Q: I grow oxide crystals and measure their refractive index. If I stretch SrTiO₃ equally in three directions, there are fewer electrons in each cubic centimetre. Shouldn't its electrons then screen an electric field less well?

A: That is a sound first thought, and a calculated series can test it. In the table below a cubic crystal is squeezed and stretched about its unstrained cell, the row at 11.926 Å³ per atom. The shortest distance is that between titanium and oxygen, which is half the cube edge. The electronic dielectric constant, written ε here, measures how strongly the electrons screen a field while the nuclei stay put. Its xx, yy and zz values are equal because the crystal is cubic.

Cubic SrTiO3 (space group Pm-3m, 5-atom cell) under equal strain along all three edges, computed with Ansatz 0.2.0 using DFT with the r2SCAN functional, plane waves and PAW potentials. The plane-wave cutoff is 500 eV and the k mesh 6×6×6, with fixed occupations and no spin polarisation. The dielectric constant is the response of the electrons with the ions held fixed.

```
volume (Å³/atom)  shortest distance (Å)  electronic dielectric xx
          10.552                  1.875                     5.509
          10.885                  1.895                     5.531
          11.225                  1.914                         ?
          11.572                  1.934                     5.595
          11.926                  1.953                     5.637
          12.288                  1.973                     5.687
          12.656                  1.992                     5.743
          13.032                  2.012                         ?
          13.416                  2.032                     5.878
```

Q: It goes the other way! Every known value is larger than the one before it. Is dilution simply a small effect?

A: No, it is large. Suppose that each cell kept the response it has in the most compressed row and was merely given more room. The part of ε that comes from the electrons is ε − 1, and it would shrink as the volume grows:

ε = 1 + (5.509 − 1) × 10.552 / 13.416 = 4.546

The calculation gives 5.878 for that largest volume. The electrons of one cell must therefore have become much easier to polarise.

Q: How much easier?

A: The response of one cell is proportional to (ε − 1) × volume. From the first row to the last it grows by about 38 %, while the volume grows by 27 %. The first number beats the second, and ε − 1 is left with a gain of about 8 %. What you see in the table is thus the small remainder of two large effects that oppose each other.

Q: What makes the electrons of a stretched cell so compliant?

A: Think of the bond between titanium and oxygen. The highest filled states belong mainly to oxygen 2p orbitals, and the lowest empty ones mainly to titanium 3d orbitals. A field shifts charge by mixing a little of the empty states into the filled ones. The closer the two sets lie in energy, the more mixing a given field achieves.

Stretching brings them closer, for two reasons known from the theory of such oxides. The ions' electrostatic potential, which favours electrons on oxygen over titanium, weakens as the ions move apart. The overlap of the orbitals, which pushes filled and empty states away from each other, weakens too. The calculated bands agree with the first reason: the direct gap, the smallest energy of a jump at fixed crystal momentum, falls from 2.79 eV in the first row to 2.40 eV in the last. This jump sits at zero crystal momentum, where symmetry keeps titanium 3d and oxygen 2p orbitals from mixing, so it can't test the second reason. The runs of the strained cells carry a warning that their empty bands are only loosely converged, so I take these gaps as support and not as proof, although they change smoothly from row to row.

Q: Can you turn this into something I could work out on paper?

A: Replace the many possible jumps by a single one with an effective energy E. An electron held by a spring gives way in inverse proportion to the spring's stiffness, and the stiffness goes as E². The response per unit volume also carries a factor 1/V for dilution, where V is the volume per atom. So

ε − 1 = A / (V × E²)

with A a constant. For E take the simplest law, a fall in proportion to the stretch:

E = E₀ × (1 − s × u)

Here u is the fractional stretch of the Ti–O distance from the unstrained cell, and E₀ is the value of E there. The number s says by how many percent E falls when the distance grows by one percent.

Q: And where does s come from?

A: From a least-squares fit of ε − 1 to the seven known rows, with s and one overall scale adjusted. It gives s = 1.98. Now stretch the unstrained crystal by one percent. Its volume grows by three percent, which costs about three percent of the response, while E falls by two percent, which returns about four. The net gain is close to one percent of ε − 1, or roughly 0.05 in ε.

This also yields a rule for a first guess elsewhere. Near the unstrained cell, stretching raises ε if the effective energy falls by more than 1.5 % for each percent of stretch. If it falls more slowly, dilution wins.

Q: Does the formula hold over a larger stretch?

A: Take the last row, where u = 0.04. The fitted scale gives ε − 1 = 4.642 for the unstrained cell. The volume has grown by the factor 13.416 / 11.926 = 1.125, and E² has dropped by the factor (1 − 1.98 × 0.04)² = 0.848. Then

ε = 1 + 4.642 / (1.125 × 0.848) = 5.87

The table has 5.878, about 0.01 more. This row was part of the fit and is the one that the formula meets least well.

Q: I notice that the steps in ε grow along the table. Is that a separate effect?

A: In the formula, most of it follows from the same two causes. In the compressed crystal E is high, so a further drop of fixed size is a small fraction of it, and the gain barely exceeds the loss by dilution. In the stretched crystal E is lower and the same drop counts for more. Dilution meanwhile loses some of its bite, since each added percent of the original edge is a smaller fraction of a longer one.

The bend itself is plain in the table. Between the two most compressed rows ε rises by 0.022 per percent of edge length, and between 12.656 and 13.416 Å³ per atom by 0.067. The formula reproduces about four fifths of the upward bend, although it has no constant set aside for it.

That success leans on the straight-line law chosen for E. Had E fallen as 1/d², with d the Ti–O distance, then V × E² would go as d³/d⁴, and ε would rise along a straight line with no bend at all. The calculated direct gap falls by larger and larger steps as the crystal is stretched. This speaks against such a law, but it doesn't settle which law E follows.

Q: Then let us fill in the two question marks. What do you predict?

A: Each value should lie between its neighbours, because no known row hints at a change in the electronic state. Each should also lie slightly below the midpoint of its neighbours, because the curve bends upwards. For the numbers I would not use the spring formula, as its bend is too weak. Both rows lie inside the known range, so a smooth curve through the known rows is the better forecaster:

ε = 5.637 + 0.04605 x + 0.003514 x²

Here x is the strain of the cube edge in percent, and the three coefficients are a least-squares fit to the seven known rows.

The row at 11.225 Å³ per atom has x = −2, and the one at 13.032 has x = +3. The forecasts are

11.225 Å³ per atom: ε = 5.559 ± 0.001
13.032 Å³ per atom: ε = 5.807 ± 0.001

The range comes from leaving out each known row in turn and predicting it from the others, which gives a typical miss of 0.0007.

Q: That is a very narrow range. Do you trust the calculation to a thousandth?

A: Not as a value for the crystal. Each calculated ε carries a stated numerical error of about 0.02, as large as the whole first step in the table. The known rows nevertheless follow the smooth curve far more closely than that, so most of this error probably shifts them together. My range tells how well I can guess what the same calculation gives at another volume.

Q: And what does the spring formula say, for comparison?

A: It gives 5.563 for the smaller volume and 5.803 for the larger. These two values test the shape of the formula, not the cause behind it, and the forecasts above stand as they are.

The withheld rows as computed:

```
volume (Å³/atom)  shortest distance (Å)  electronic dielectric xx
          11.225                  1.914                     5.559
          13.032                  2.012                     5.807
```

Q: Both forecasts agree to the last printed digit. What have we learned from that?

A: That the response at these two volumes lies on the same smooth curve as the rest, with no sign of a jump. Both misses are below 0.001 and so within the range. Both values also lie below the midpoints of their neighbours, which are 5.563 and 5.811. A smooth curve can tell you this much without knowing anything about oxygen or titanium.

The spring formula is the more instructive case. It is 0.004 too high at the smaller volume and 0.004 too low at the larger, as follows from a bend that is too weak. As a way to fill a gap in the table it does no better than averaging the two neighbours. Its merit is to show how dilution and a falling energy can together give a small rise. The bend that it brings depends on the straight-line law assumed for E.

Q: Could I skip the fitted slope and put the calculated band gap in place of E?

A: Near the unstrained cell this looks tempting, because the direct gap falls by 1.9 % per percent of stretch, almost the same as the fitted s. Over the whole series, density divided by the gap squared predicts a gain of 6 % in ε − 1, where the calculation has 8 %. For the first step it fails outright: it predicts a fall of 0.9 %, while the calculation shows a rise of 0.5 %.

The reason is that a field mixes states throughout the bands, and the gap is only the lowest of many jump energies. The fitted s stands for their combined effect. It also absorbs any change in how strongly each jump couples to the field, and these data can't separate that from a change in energy. Lower jump energies are the cause that theory and the falling gap support, but their exact share remains open.

Q: What may I carry over to my own samples?

A: The trend more safely than the value. This density functional makes the gap of SrTiO₃ too small: the lowest gap, between different crystal momenta, is 2.26 eV in the unstrained cell, against roughly 3.2 eV in experiment. By the argument above, too small a gap goes with too large an ε. For light well below the gap, yet too fast for the ions to follow, the refractive index is the square root of ε. One percent of stretch from the unstrained cell then raises the index by

√5.687 − √5.637 = 0.01

This holds for an equal stretch along the three edges. A film stretched by its substrate is pulled in two directions only and usually shrinks in the third, so its index also comes to depend on direction.

Q: And if I build a capacitor from it?

A: Then you need a different quantity. At low frequency the ions move as well, and in SrTiO₃ their share of the dielectric constant is far larger than that of the electrons. Stretching also favours a shift of titanium off its central site, and the oxygen octahedra around titanium can tilt. The cubic symmetry imposed here rules out both. The table describes the electrons' part in a crystal that stays cubic. If a stretched sample distorts, that part changes too, and with it the refractive index.
